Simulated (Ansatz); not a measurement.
# Ligand exchange: C2H5ClSn + GeH3(NH2) → C2H7NSn + GeH3Cl

Species: C2H5ClSn `C[CH2][Sn][Cl]`, singlet; GeH3(NH2), singlet; C2H7NSn `C[CH2][Sn][NH2]`, singlet; GeH3Cl (chlorogermane) `[Cl][GeH3]`, singlet. The partners trade Cl for NH2: Sn–Cl and Ge–NH2 bonds give way to Sn–NH2 and Ge–Cl.

Shapes, held fixed at every level: PBE0-D4/def2-TZVP. Flexible molecules stand in one conformer, not always the lowest. Programs: Ansatz 0.2.0. The zero-point and thermal change to 298 K, harmonic and unscaled (PBE0-D4/def2-TZVP), is -0.8 kJ/mol.

Question: Estimate ΔH(298 K) of this reaction.

Answer: The highest level, CCSD(T)/def2-TZVPP, gives ΔH(298 K) = +16.4 kJ/mol; the levels span +16.4 to +19.6. The column of differences is taken from that level and isn't an error. No measured value is set beside it here. For atoms past krypton def2 sets carry core potentials with scalar relativity. Relativity is left out for Ge. Outer-core shells of Ge, Sn are correlated in most correlated rows, in sets that cover them unevenly.

```json
{"level": "PBE-D4/def2-TZVPP", "kind": "GGA", "ΔH(298 K) (kJ/mol)": "+17.1", "less CCSD(T)/def2-TZVPP": "+0.7"}
{"level": "wB97M-V/def2-TZVPP", "kind": "range-separated hybrid", "ΔH(298 K) (kJ/mol)": "+18.9", "less CCSD(T)/def2-TZVPP": "+2.5"}
{"level": "wB97X-V/def2-TZVPP", "kind": "range-separated hybrid", "ΔH(298 K) (kJ/mol)": "+19.5", "less CCSD(T)/def2-TZVPP": "+3.1"}
{"level": "MP2/def2-SVP", "kind": "perturbation theory", "ΔH(298 K) (kJ/mol)": "+19.0", "less CCSD(T)/def2-TZVPP": "+2.6"}
{"level": "CCSD(T)/def2-SVP", "kind": "coupled cluster or CI", "ΔH(298 K) (kJ/mol)": "+19.6", "less CCSD(T)/def2-TZVPP": "+3.2"}
{"level": "CCSD/def2-TZVPP", "kind": "coupled cluster or CI", "ΔH(298 K) (kJ/mol)": "+18.6", "less CCSD(T)/def2-TZVPP": "+2.2"}
{"level": "CCSD(T)/def2-TZVPP", "kind": "coupled cluster or CI", "ΔH(298 K) (kJ/mol)": "+16.4", "less CCSD(T)/def2-TZVPP": "0.0"}
```

The exchange is endothermic at every level, so chloride on Sn(II) with amide on Ge(IV) is the enthalpically preferred pairing. The thermal term is small, so the preference is electronic. It probably reflects the more electropositive, larger tin centre gaining relatively more from a polar bond to chlorine, while germanium's more compact orbitals overlap better with nitrogen. Nitrogen lone-pair donation into the formally empty 5p orbital of the stannylene should favour the products, but evidently doesn't outweigh this. Because the two metals also differ in oxidation state, the result isn't a pure comparison of germanium with tin.

Enlarging the basis lowers the CCSD(T) value from +19.6 to +16.4 kJ/mol, and triples lower the CCSD value by 2.2 kJ/mol in the larger set. The sign therefore looks secure, but the last few kJ/mol do not, and PBE's closeness to the reference may be fortuitous. The result applies to isolated monomers; chloride or amide bridging between stannylenes in condensed phases could shift the balance.
